## Appendix: The Wigner–Kirkwood $\hbar^2$ term of the Slater sum and of the free energy

### A.1 Premises and conventions

The expansion in powers of $\hbar$ derived here goes back to Wigner (1932) and Kirkwood (1933). It rests on four premises.

(i) The $N$ nuclei move on a single adiabatic potential $U(q)$, in which any diagonal adiabatic correction is included. With $a=1,\dots,D$ and $D=3N$ labelling Cartesian coordinates, and $m_a$ the mass that belongs to coordinate $a$,

$$\hat H=-\sum_a\frac{\hbar^2}{2m_a}\partial_a^2+U(q),\qquad \partial_a=\frac{\partial}{\partial q_a}. \tag{A1}$$

(ii) $U$ is real, independent of $\beta=1/k_BT$, and smooth wherever $e^{-\beta U}$ is appreciable. At a repulsive core $e^{-\beta U}$ vanishes faster than any derivative of $U$ grows.

(iii) The system fills a periodic cube of edge $L$ much larger than the thermal wavelengths $\lambda_a=(2\pi\hbar^2\beta/m_a)^{1/2}$.

(iv) Exchange is neglected, so that identity of the particles enters only through $1/N!$ (a product of such factors in a mixture). Spin gives a constant degeneracy factor, which is omitted.

We write $U_a=\partial_aU$, $U_{ab}=\partial_a\partial_bU$ and $v_a=p_a/m_a$. The Slater sum $S$ is the diagonal element of the Boltzmann operator, normalised to unity for free particles:

$$S(q)=\Big(\prod_a\lambda_a\Big)\langle q|e^{-\beta\hat H}|q\rangle,\qquad Z=\frac{1}{N!\prod_a\lambda_a}\int d^Dq\,S(q),\qquad F=-k_BT\ln Z. \tag{A2}$$

The classical $Z_{\rm cl}$ and $F_{\rm cl}$ follow from $S\to e^{-\beta U}$. Angular brackets $\langle\cdots\rangle$ denote the classical configurational average with weight $e^{-\beta U}$.

### A.2 The Bloch equation in a plane-wave basis

Insert the complete set of plane waves, $\langle q|e^{-\beta\hat H}|q\rangle=\sum_p\langle q|e^{-\beta\hat H}|p\rangle\langle p|q\rangle$. By Poisson summation the sum over the discrete momenta of the cube equals the integral up to image terms of order $e^{-\pi L^2/\lambda^2}$, which premise (iii) removes. Thus

$$\langle q|e^{-\beta\hat H}|q\rangle=\int\frac{d^Dp}{(2\pi\hbar)^D}\,e^{-ip\cdot q/\hbar}\,\psi,\qquad \psi(q;p,\beta)=e^{-\beta\hat H}e^{ip\cdot q/\hbar}. \tag{A3}$$

Differentiation with respect to $\beta$ gives the Bloch equation $\partial_\beta\psi=-\hat H\psi$, with $\psi=e^{ip\cdot q/\hbar}$ at $\beta=0$. Factor out the plane wave and the classical Boltzmann weight,

$$\psi=e^{ip\cdot q/\hbar}\,e^{-\beta(K+U)}\,w(q,p,\beta),\qquad K=\sum_a\frac{p_a^2}{2m_a},\qquad w(q,p,0)=1. \tag{A4}$$

Since $(2\pi\hbar)^{-1}\int dp_a\,e^{-\beta p_a^2/2m_a}=1/\lambda_a$, Eqs. (A2) to (A4) give the exact relation

$$S(q)=e^{-\beta U}\,\overline{w}, \tag{A5}$$

where the bar is the average over the normalised Maxwell distribution $\propto e^{-\beta K}$. This weight does not contain $\hbar$, so an expansion of $w$ in $\hbar$ at fixed $p$ is an expansion of $S$.

The equation for $w$ takes two steps. Moving the plane wave through the kinetic operator replaces $-i\hbar\partial_a$ by $p_a-i\hbar\partial_a$:

$$e^{-ip\cdot q/\hbar}\,\hat H\,e^{ip\cdot q/\hbar}=K+U-i\hbar\sum_av_a\partial_a-\hbar^2\sum_a\frac{\partial_a^2}{2m_a}.$$

The term $K+U$ cancels against the $\beta$ derivative of $e^{-\beta(K+U)}$. Moving $e^{-\beta U}$ through the derivatives replaces $\partial_a$ by $\partial_a-\beta U_a$, and $(\partial_a-\beta U_a)^2w=\partial_a^2w-2\beta U_a\partial_aw+(\beta^2U_a^2-\beta U_{aa})w$. The result, still exact, is

$$\partial_\beta w=i\hbar\sum_av_a(\partial_a-\beta U_a)w+\hbar^2\sum_a\frac{1}{2m_a}\Big[\partial_a^2-2\beta U_a\partial_a+\beta^2U_a^2-\beta U_{aa}\Big]w. \tag{A6}$$

### A.3 Solution in powers of $\hbar$

Set $w=\sum_n\hbar^nw_n$. The right side of Eq. (A6) has no term of order $\hbar^0$, so $w_0=1$, and $w_n=0$ at $\beta=0$ for $n\ge1$.

*First order.* Derivatives of $w_0$ vanish, so $\partial_\beta w_1=-i\beta\sum_av_aU_a$ and

$$w_1=-\frac{i\beta^2}{2}\sum_av_aU_a. \tag{A7}$$

*Second order.* The first operator of Eq. (A6) acts on $w_1$ and the second on $w_0$. The three contributions are

$$i\sum_bv_b\partial_bw_1=\frac{\beta^2}{2}\sum_{ab}v_av_bU_{ab},\qquad -i\beta\sum_bv_bU_b\,w_1=-\frac{\beta^3}{2}\Big(\sum_av_aU_a\Big)^2,$$

and $\sum_a(\beta^2U_a^2-\beta U_{aa})/2m_a$. Integrating their sum from $0$ to $\beta$ at fixed $p$ and $q$ gives

$$w_2=\frac{\beta^3}{6}\sum_{ab}v_av_bU_{ab}-\frac{\beta^4}{8}\Big(\sum_av_aU_a\Big)^2+\sum_a\frac{1}{m_a}\Big(\frac{\beta^3}{6}U_a^2-\frac{\beta^2}{4}U_{aa}\Big). \tag{A8}$$

*Odd orders.* The operator that leads from $w_{n-1}$ to $w_n$ raises the degree in $v$ by one, and the operator that leads from $w_{n-2}$ to $w_n$ leaves it unchanged. By induction from $w_0=1$, every monomial in $w_n$ has a degree in $v$ of the same parity as $n$. The Maxwell weight is even in $p$, hence $\overline{w_n}=0$ for odd $n$, and the term after $\hbar^2$ is of order $\hbar^4$.

*Momentum average.* The Maxwell distribution factorises, with $\overline{v_av_b}=\delta_{ab}/(\beta m_a)$. Then

$$\overline{w_2}=\sum_a\frac{1}{m_a}\Big[\Big(\frac16-\frac14\Big)\beta^2U_{aa}+\Big(\frac16-\frac18\Big)\beta^3U_a^2\Big].$$

Grouping the coordinates by particle, $\sum_aU_{aa}/m_a=\sum_i\nabla_i^2U/m_i$ and likewise for the squared gradient, we obtain

$$S=e^{-\beta U}\Big[1-\frac{\hbar^2\beta^2}{12}\sum_i\frac{\nabla_i^2U}{m_i}+\frac{\hbar^2\beta^3}{24}\sum_i\frac{(\nabla_iU)^2}{m_i}+O(\hbar^4)\Big]. \tag{A9}$$

### A.4 Free energy

The integral of $\partial_a(U_ae^{-\beta U})$ over the periodic cube vanishes, and premise (ii) excludes contributions from the cores. Carrying out the derivative and summing over the three coordinates of particle $i$,

$$\langle\nabla_i^2U\rangle=\beta\langle(\nabla_iU)^2\rangle. \tag{A10}$$

Inserting Eq. (A9) in Eq. (A2) and dividing by $Z_{\rm cl}$ turns the bracket into its classical average. By Eq. (A10) the Laplacian term equals $-2$ times the gradient term, so

$$\frac{Z}{Z_{\rm cl}}=1-\frac{\hbar^2\beta^3}{24}\sum_i\frac{\langle(\nabla_iU)^2\rangle}{m_i}+O(\hbar^4).$$

Expanding $-\beta^{-1}\ln Z$ in $\hbar$ at fixed $N$ yields

$$F=F_{\rm cl}+\frac{\hbar^2\beta^2}{24}\sum_i\frac{\langle(\nabla_iU)^2\rangle}{m_i}+O(\hbar^4)=F_{\rm cl}+\frac{\hbar^2\beta}{24}\sum_i\frac{\langle\nabla_i^2U\rangle}{m_i}+O(\hbar^4). \tag{A11}$$

The correction, called $\Delta F$ below, is never negative, as its first form shows. It is proportional to $N$, so the truncated series for $Z/Z_{\rm cl}$ and for $S$ are not small for a macroscopic sample. The $\hbar^4$ coefficient of $Z/Z_{\rm cl}$ contains a part of order $N^2$, equal to half the square of the $\hbar^2$ term, which cancels in the logarithm. What remains are cumulants, extensive when correlations are short-ranged. The useful forms are therefore Eq. (A11) and $S=e^{-\beta U_{\rm eff}}$ with

$$U_{\rm eff}=U+\sum_i\frac{1}{m_i}\Big[\frac{\hbar^2\beta}{12}\nabla_i^2U-\frac{\hbar^2\beta^2}{24}(\nabla_iU)^2\Big], \tag{A12}$$

which agrees with Eq. (A9) to order $\hbar^2$. Equation (A10) holds only under the average. The quadratic Feynman–Hibbs potential $U+\sum_i(\hbar^2\beta/24m_i)\nabla_i^2U$ reproduces Eq. (A11), but the distribution of configurations, and with it $g(r)$, follows from Eq. (A12).

### A.5 Kinetic energy, internal energy and the Einstein frequency

For a parameter $\xi$ in $\hat H$, cyclic invariance of the trace gives $\partial F/\partial\xi=\langle\partial\hat H/\partial\xi\rangle_{\rm qu}$, the quantum thermal average. Let $\xi$ multiply the kinetic operator, which scales every $1/m_i$ at fixed $U$. At $\xi=1$ the derivative is the mean kinetic energy. In $F_{\rm cl}$ only $\prod_a\lambda_a\propto\xi^{D/2}$ depends on $\xi$, and $\Delta F$ is linear in $\xi$, so

$$\langle\hat K\rangle_{\rm qu}=\tfrac32Nk_BT+\Delta F+O(\hbar^4). \tag{A13}$$

The internal energy is $E=\partial(\beta F)/\partial\beta$ at fixed volume. With $\Lambda=\sum_i\nabla_i^2U/m_i$ and $\partial_\beta\langle\Lambda\rangle=-\mathrm{cov}(\Lambda,U)$, where $\mathrm{cov}(A,B)=\langle AB\rangle-\langle A\rangle\langle B\rangle$,

$$\Delta E=2\Delta F-\frac{\hbar^2\beta^2}{24}\,\mathrm{cov}(\Lambda,U). \tag{A14}$$

For one species define the Einstein frequency by $\langle\nabla_1^2U\rangle=3m\Omega_0^2$. By Eq. (A10), $\Omega_0^2=\langle(\nabla_1U)^2\rangle/(3mk_BT)$, the ratio of the mean square acceleration to the mean square velocity, so the normalised classical velocity autocorrelation function begins as $1-\Omega_0^2t^2/2$. For a pair potential $u(r)$ at number density $\rho$, $3m\Omega_0^2=\rho\int d^3r\,g(r)\nabla^2u$, and a term of $U$ that depends on the volume alone does not contribute. With $x=\beta\hbar\Omega_0$,

$$\frac{\Delta F}{N}=\frac{x^2}{8}k_BT,\qquad\frac{\langle\hat K\rangle_{\rm qu}}{N}=\frac32k_BT\Big(1+\frac{x^2}{12}\Big). \tag{A15}$$

### A.6 Tests on the oscillator

For $U=\frac12m\omega^2q^2$ in one dimension, with $y=\beta\hbar\omega$, Mehler's formula for the sum over eigenstates gives

$$S=\Big(\frac{y}{\sinh y}\Big)^{1/2}\exp\Big[-\frac{m\omega q^2}{\hbar}\tanh\frac y2\Big].$$

The prefactor is $1-y^2/12+\dots$, and $\tanh(y/2)=y/2-y^3/24+\dots$ turns the exponential into $e^{-\beta U}(1+\hbar^2\beta^3m\omega^4q^2/24+\dots)$. With $U''=m\omega^2$ and $U'^2=m^2\omega^4q^2$ these are the two terms of Eq. (A9). The exact free energy is

$$\beta F=\ln\Big(2\sinh\frac y2\Big)=\ln y+\frac{y^2}{24}-\frac{y^4}{2880}+\dots, \tag{A16}$$

whose $y^2$ term is Eq. (A11). The exact mean square displacement is $\langle q^2\rangle_{\rm qu}=(k_BT/m\omega^2)(y/2)\coth(y/2)=(k_BT/m\omega^2)(1+y^2/12-y^4/720+\dots)$. Equation (A12) reproduces the $y^2/12$ through its gradient term, whereas the Feynman–Hibbs term is here a constant and gives no broadening. The added variance is $\sigma^2=\hbar^2\beta/12m$.

Add a perturbation $u_4q^4/24$. The unperturbed distribution is Gaussian, so to first order $\delta F=(u_4/8)\langle q^2\rangle_{\rm qu}^2$, and squaring the series gives $1+y^2/6+y^4/240$. The $\hbar^2$ part is $\hbar^2u_4/(48m^2\omega^2)$. Equation (A11) gives the same, since $\langle U''\rangle$ changes by $u_4k_BT/(2m\omega^2)$. The $\hbar^4$ part is $u_4\hbar^4\beta^2/(1920m^2)=3u_4\sigma^4/40$. Relative to the harmonic $\hbar^2$ term, $m\omega^2\sigma^2/2$, and with $u_4=m\omega^2/\ell^2$ defining the length $\ell$ over which the curvature changes, it amounts to $3\sigma^2/(20\ell^2)$.

### A.7 Range of validity

*Higher orders.* Each further order brings a factor $\hbar^2\beta/m$ and two more gradients. The small parameters are $(\beta\hbar\omega)^2$ for the frequencies present and $\sigma^2/\ell^2$ for anharmonicity. For a harmonic mode the ratio of the $\hbar^4$ to the $\hbar^2$ term is $-y^2/120$, and the series (A16) converges for $y<2\pi$, the nearest zeros of $\sinh(y/2)/y$ lying at $y=\pm2\pi i$. For general $U$ the derivation shows no convergence, and the series is to be used as an asymptotic one. It fails at low temperature, where zero-point motion, linear in $\hbar$, dominates, and for stiff intramolecular vibrations.

*Smoothness.* Hard walls and hard cores violate premise (ii) and produce terms linear in $\hbar$. For a particle between hard walls a distance $L$ apart, $Z=\sum_{n\ge1}e^{-\pi\lambda^2n^2/4L^2}=L/\lambda-\frac12$ up to exponentially small terms, a relative correction $-\lambda/2L$ that Eq. (A11) cannot give.

*Exchange.* A pair exchange at separation $r$ carries two free propagators $e^{-\pi r^2/\lambda^2}$, hence the weight $\pm e^{-2\pi r^2/\lambda^2}$ (upper sign for bosons). In an ideal gas of one spin component this gives $\beta F_{\rm ex}/N=\mp(\rho/2)\int d^3r\,e^{-2\pi r^2/\lambda^2}=\mp\rho\lambda^3/2^{5/2}$, of order $\hbar^3$. In the relative coordinate, of reduced mass $m/2$, the exchange path runs from $\mathbf r$ to $-\mathbf r$, and a path of length $s$ traversed at constant speed carries the weight $e^{-ms^2/4\hbar^2\beta}=e^{-\pi s^2/2\lambda^2}$. The free weight belongs to the straight path through the origin, $s=2r$. When a hard core keeps particles at $r>d\gg\lambda$, that path is excluded, and $e^{-2\pi d^2/\lambda^2}$ is only an upper bound. The shortest allowed path is half a great circle on the core, $s=\pi d$, so the leading weight is $e^{-\pi^3d^2/2\lambda^2}$, the hard-sphere result of Lieb (1967), with an exponent larger by $\pi^2/4\approx2.5$. Both expressions vanish to all orders in $\hbar$.

### A.8 Illustration: liquid lithium at 470 K

The inputs are approximate values for the liquid just above melting: mean atomic mass $m=6.94$ u, treated as one species, density $\rho=0.0445$ Å$^{-3}$, and a typical Einstein frequency $\Omega_0=40$ ps$^{-1}$ (angular), to which we assign an uncertainty of 5 %. Intermediate values carry a guard digit.

The scales are $k_BT=40.50$ meV, $\hbar\Omega_0=26.3$ meV, $x=0.650$, $x^2=0.423$, $\hbar^2/m=0.602$ meV Å$^2$, $\lambda=0.306$ Å, $\lambda\rho^{1/3}=0.11$ and $\sigma=0.035$ Å. The mean curvature is $m\Omega_0^2=1.15$ eV Å$^{-2}$, so $\langle\nabla_1^2U\rangle=3.45$ eV Å$^{-2}$, and Eq. (A10) gives $\langle(\nabla_1U)^2\rangle=0.140$ eV$^2$ Å$^{-2}$, a root-mean-square force of $0.37$ eV Å$^{-1}$. Per atom, the Laplacian term in the bracket of Eq. (A9) averages to $-x^2/4=-0.106$ and the gradient term to $+x^2/8=0.053$. Either form of Eq. (A11) gives

$$\Delta F/N=2.14\ \text{meV},$$

to be read as $2.1\pm0.2$ meV per atom because $\Delta F\propto\Omega_0^2$, or $0.21$ kJ mol$^{-1}$. By Eq. (A15) the kinetic energy rises by 3.5 %, from $60.8$ to $62.9$ meV per atom, the classical value at $487$ K.

Temperature derivatives need more input. If $\Omega_0^2\propto T^\gamma$ at fixed volume, then $\Delta F\propto T^{\gamma-1}$, the entropy changes by $(1-\gamma)\Delta F/T$ and the heat capacity $C_V$ by $-(1-\gamma)(2-\gamma)\Delta F/T$. For $\gamma=0$ these are $0.053\,k_B$ and $-0.106\,k_B$ per atom. An illustrative $\gamma=0.2$ reduces the magnitude of the second by 28 %, so the covariance in Eq. (A14) cannot be dropped without knowledge of $\gamma$.

The neglected terms have the following sizes. If all $3N$ modes had frequency $\Omega_0$, Eq. (A16) would give an $\hbar^4$ term of $-x^4k_BT/960=-0.0075$ meV per atom, 0.35 % of $\Delta F$. A spread of frequencies multiplies it by $\langle\omega^4\rangle/\langle\omega^2\rangle^2$, averaged over the spectrum, which is $25/21=1.19$ for a Debye spectrum. A factor of 3 would bring it to 1 %. The harmonic series converges up to $9.7\,\Omega_0$. With a typical $\ell=0.3$ Å the quartic estimate $3\sigma^2/(20\ell^2)$ is 0.2 %. A liquid is no set of oscillators, so these figures fix only the order of magnitude, which lies well below the uncertainty carried by $\Omega_0$. For exchange, $\rho\lambda^3=0.0013$ gives an ideal-gas value of magnitude $0.009$ meV, and a closest approach of about $d=2$ Å bounds the weight from above by $e^{-269}$. A hard core of that diameter gives the leading weight $e^{-664}$. The core of real lithium is soft and lets the path cut inside $d$, so this hard-core weight is too small by a large factor, but exchange is negligible even at the bound.

One omitted contribution does rival $\Delta F$. Premise (i) leaves out thermal excitation of the conduction electrons. For one free electron per atom, $E_F=\hbar^2(3\pi^2\rho)^{2/3}/2m_e=4.6$ eV, and the Sommerfeld term $-(\pi^2/4)(k_BT)^2/E_F$ is $-0.9$ meV per atom. The free-electron model underestimates its magnitude by tens of per cent, because the density of states of lithium at the Fermi level exceeds the free-electron value. This term is independent of the nuclear mass and adds to $F_{\rm cl}$, so it leaves Eq. (A13) unchanged, but a total free energy that includes $\Delta F$ must include it too.